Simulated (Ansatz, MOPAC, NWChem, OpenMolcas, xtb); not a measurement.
SiNH4F (SMILES N[SiH2]F): the zero-point energy at each level's own minimum, rung by rung

The runs start from one conformer, not always the lowest.

SiNH4F, singlet, SMILES `N[SiH2]F`. Each level relaxes the structure for itself.

Quantity: the zero-point energy at each level's own minimum, in kJ/mol. The values are calculated.

```csv
level,kind,program,value (kJ/mol)
PM6-D3H4,semi-empirical,MOPAC,108.2
PM6-DH2,semi-empirical,MOPAC,107.5
PM7,semi-empirical,MOPAC,111.3
GFN2-xTB,semi-empirical,xtb,114.8
HF/3-21G,Hartree–Fock,OpenMolcas,130.7
HF/6-31G* (Cartesian functions),Hartree–Fock,OpenMolcas,130.3
PBE-D3(BJ)/def2-SVP,GGA,NWChem,117.6
PBE/def2-SVP,GGA,NWChem,117.6
PBE0-D4/def2-TZVP,global hybrid,Ansatz,121.3
B3LYP/6-31G* (Cartesian functions),global hybrid,OpenMolcas,122.2
```

Harmonic and unscaled. The values span 107.5 to 130.7 kJ/mol.

The zero-point energy falls from Hartree–Fock through the hybrids to PBE, with all the semi-empirical values lower still. The cleanest comparison is in the 6-31G* basis, where going from Hartree–Fock to B3LYP lowers it from 130.3 to 122.2 kJ/mol. Without electron correlation, bonds come out too short and too stiff, and the N–H and Si–H stretches, which weigh heavily in the sum, feel this most. PBE tends to err the other way, towards soft bonds, and the exact exchange in a hybrid partly offsets that, although the PBE0 value also reflects a larger basis.

Dispersion leaves the PBE value at 117.6 kJ/mol, as expected for a small molecule whose vibrations are governed by covalent force constants. The low PM6 and PM7 values probably reflect parametrisation aimed largely at heats of formation and geometries rather than at curvature. Because only totals are given, agreement between two levels could hide compensating errors in stretches and softer modes such as amino inversion and torsion.
